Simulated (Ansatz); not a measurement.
# A series in volume scale on MgH2

Free energy against uniform scaling of the volume at fixed shape and fractions; periodic cell, basis, potentials, k mesh and filling as listed. The results are calculated, by Ansatz 0.2.0.

The cell before it is scaled or strained (space group Fm-3m, No. 225):
```
CELL_PARAMETERS angstrom
0.00000 2.38110 2.38110
2.38110 0.00000 2.38110
2.38110 2.38110 0.00000
ATOMIC_POSITIONS crystal
Mg 0.00000 0.00000 0.00000
H 0.75000 0.75000 0.75000
H 0.25000 0.25000 0.25000
```

Settings of every row: functional LDA; dispersion none; potentials all-electron LAPW; k mesh 6x6x6; k shift 0x0x0; occupations cold; smearing width 0.15 eV; spin none; SCF threshold exponent -6.

Limits: coarse k mesh, up to 40 meV an atom off; the cell comes from a prototype or a list of computed structures and needn't be the stable phase.

| row | volume scale | V (Å³/atom) | energy above lowest point (meV/atom) |
| --- | --- | --- | --- |
| 1 | 0.92 | 8.28 | 1.2 |
| 2 | 0.96 | 8.64 | 0 |
| 3 | 1 | 9 | 4.5 |
| 4 | 1.04 | 9.36 | ? |
| 5 | 1.08 | 9.72 | 27 |

Question: what energy above lowest point should row 4 give?

Worked fit of energy above lowest point. Take u = (V_r/V)^(2/3) − 1 with V_r = 8.82 Å³ an atom, which is twice the finite (Eulerian) strain; such expansions in the strain, on which the Birch-Murnaghan equation of state is built, carry the rest volume and the bulk modulus. The shown rows have u = 0.04302, 0.01384, -0.01338, -0.06272. Least squares give energy above lowest point = 1.59 − 170 × u + 3748 × u² meV/atom; a straight line predicts inner rows, each left out in turn, worse (root mean square 6.6 against 0.089 meV/atom). All shown rows lie on it to the printed digit. Its lowest point lies at u = 0.0227, or V = 8.528 Å³ an atom, and the curvature there gives the bulk modulus at fixed shape and fractions, B = (4/9)(1 + u)² E″(u)/V = 65.5 GPa. The withheld row has u = -0.03884, so the fit gives 1.59 − 170 × (-0.03884) + 3748 × (-0.03884)² = 13.8 meV/atom.

The calculation gave 13.8 meV/atom. The fit meets it to the printed digit.
